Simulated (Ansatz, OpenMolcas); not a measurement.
**How methods differ on C3H12AlN (SMILES C[N+](C)(C)[AlH3-])**

C3H12AlN: 17 atoms, total charge 0, spin state singlet. As SMILES, `C[N+](C)(C)[AlH3-]`. The shape is that of a PBE0-D4/def2-TZVP optimisation.

Quantity: the vertical ionisation energy (to the doublet cation), in eV. The values are calculated.

```
                                 level                    kind     program  value (eV)  less CCSD(T)/6-31G*  CPU time (all runs)
       HF/6-31G* (spherical functions)            Hartree–Fock      Ansatz        9.18                -0.22                 32 s
    SVWN5/6-31G* (spherical functions)                     LDA      Ansatz        9.23                -0.17                 26 s
      PBE/6-31G* (spherical functions)                     GGA      Ansatz        9.19                -0.21                 65 s
    BHLYP/6-31G* (spherical functions)           global hybrid  OpenMolcas        9.72                +0.32              3.4 min
CAM-B3LYP/6-31G* (spherical functions)  range-separated hybrid      Ansatz        9.74                +0.34              1.7 min
  wB97M-V/6-31G* (spherical functions)  range-separated hybrid      Ansatz        9.77                +0.37              9.3 min
 RPA@PBE0/6-31G* (spherical functions)                     RPA      Ansatz        9.28                -0.12              2.4 min
      MP2/6-31G* (spherical functions)     perturbation theory      Ansatz        9.45                +0.05                 27 s
  CCSD(T)/6-31G* (spherical functions)   coupled cluster or CI      Ansatz        9.40                 0.00              3.1 min
```

CCSD(T)/6-31G* (spherical functions) is the highest level here, not the true value. The values span 9.18 to 9.77 eV. Times are those of the runs behind each value, whatever else they computed, on shared processors of several kinds: orders of magnitude only.

Coupled cluster places the vertical ionisation at 9.40 eV, with MP2 and RPA closest to it. Hartree–Fock, LDA and GGA fall below this value, while all three hybrids lie above it. Exact exchange alone therefore doesn't order the results: Hartree–Fock and PBE nearly coincide despite their opposite treatments of exchange, and the hybrids don't fall between them. The low Hartree–Fock value probably reflects the missing correlation of the electron pair broken on ionisation, which MP2 largely restores.

Chemically, the nitrogen lone pair is stabilised by donation to aluminium, so the electron most likely leaves an orbital of mainly Al–H bonding character rather than a free amine lone pair. Hydridic Al–H bonds are comparatively easy to ionise because aluminium is electropositive and much of their electron density sits on hydrogen. Removing such an electron should weaken the Al–H bonding and distort the alane unit, so the adiabatic ionisation energy may lie appreciably lower and can't be inferred from these vertical values.
